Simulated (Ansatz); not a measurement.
## Ti₈O₁₃: pressure against volume

Ti₈O₁₃, R-3, a = 7.726 Å, c = 13.968 Å. The structure is a Materials Project entry; whether it is the stable form wasn't checked. Ansatz: r2SCAN, PAW, 500 eV, Γ-centred 6×6×6 mesh on 21 atoms, Gaussian smearing 0.02 eV; no spin polarisation. Shape and atoms are relaxed at each volume; pressure is positive in compression.

| V (Å³/atom) | P (GPa) |
| --- | --- |
| 10.430 | 20.17 |
| 10.774 | ? |
| 11.118 | 5.79 |
| 11.462 | 0.00 |
| 11.806 | -4.97 |
| 12.150 | -9.16 |

Problem. Take V0 = 11.462 Å³/atom, fit the third-order Birch–Murnaghan form to the other rows, and predict the missing pressure.

Solution. With the Eulerian strain f = ½[(V0/V)^(2/3) − 1] and y = P/[3f(1 + 2f)^(5/2)], the form is the line y = B0 + 1.5 B0 (B0′ − 4) f. Rows (f, y): 0.03246, 177.0; 0.01026, 178.8; -0.00976, 178.3; -0.01906, 176.5. Means f = 0.003475, y = 177.65; Σ(Δf)² = 0.001569, ΣΔfΔy = 0.006275; the slope is their ratio. y = 177.6 + 3.999 f GPa, so B0 = 177.6 GPa and B0′ = 4 + 2 × (3.999)/(3 × 177.6) = 4.02. At V = 10.774, f = 0.02107, y = 177.68 and P = 12.45 GPa. The run gave 12.48 GPa, so the fit is 0.03 GPa too low, within the rms miss on the fitted rows (0.05 GPa).

2 further runs of this set didn't finish or converge.

Cost: 6 runs of about 78 core-minutes in all, on Oxide Virtual Turin-like Processor (Zen 5) (shared hosts).

Pressure rises faster on compression than it falls on expansion, as expected when short-range repulsion between the Ti and O shells stiffens the Ti–O bonds. A B0′ of 4.02 means that the third-order term almost vanishes, so a second-order form would describe these data nearly as well. The reduced pressures y are not scattered evenly about the line, however: the two inner points lie above it and the two outer ones below. An error in V0 would shift y in opposite directions on the two sides, so this pattern suggests a small higher-order term or a gradual change in the internal relaxation. The predicted point is an interpolation and supports the fit only within the sampled range.

The bulk modulus of 177.6 GPa is below that of rutile or corundum-type Ti₂O₃, probably because this framework is less densely packed and can yield partly by bending its Ti–O–Ti links. Local moments on the remaining Ti 3d electrons could change both the equilibrium volume and the stiffness.
